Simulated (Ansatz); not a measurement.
# SnO2: pressure against volume per atom

Results calculated with Ansatz 0.2.0, not measured. Density functional stress and forces at fixed atoms, pressure and stress positive in compression, spin-unpolarised plane waves.

Cell of the first row (space group P4_2/mnm, No. 136):
```
cell vectors (Å)
   4.6178     0.0000     0.0000
   0.0000     4.6178     0.0000
   0.0000     0.0000     3.1041
atoms (fractions of the cell vectors)
Sn  0.00000  0.00000  0.00000
Sn  0.50000  0.50000  0.50000
O   0.30411  0.30411  0.00000
O   0.19589  0.80411  0.50000
O   0.80411  0.19589  0.50000
O   0.69589  0.69589  0.00000
```

Settings of every row: periodic directions 3; functional r2SCAN; spin orbit no; potentials PAW; wave cutoff 500 eV; k mesh 6x6x8; smearing width 0 eV.

```
row  volume per atom (Å³)  pressure (GPa)
  1                11.032           24.02
  2                11.376           14.81
  3                11.728               ?
  4                12.087               0
  5                12.454           -5.87
  6                12.827          -10.86
```

Question: what pressure should row 3 give?

Worked fit of pressure. Take u = (V_r/V)^(2/3) − 1 with V_r = 12.087 Å³ an atom, which is twice the finite (Eulerian) strain; such expansions in the strain, on which the Birch-Murnaghan equation of state is built, carry the rest volume and the bulk modulus. The shown rows have u = 0.06278, 0.04124, 0, -0.01974, -0.03884. Least squares give pressure = −0.012 + 318.37 × u + 1020.1 × u² GPa; a straight line predicts inner rows, each left out in turn, worse (root mean square 1.2 against 0.052 GPa). The rows lie off it by 0.02, -0.04, 0.01, 0.03, -0.02. The pressure vanishes at u = 0.0000, or V = 12.09 Å³ an atom, and there the bulk modulus with atoms relaxed is B = −V dP/dV = (2/3)(1 + u) dP/du = 212 GPa. The withheld row has u = 0.0203, so the fit gives −0.012 + 318.37 × (0.0203) + 1020.1 × (0.0203)² = 6.87 GPa.

The calculation gave 6.85 GPa. The fit lies 0.02 GPa (0.057 % of the column's range) above it; its largest miss of a shown row is 0.04 GPa.
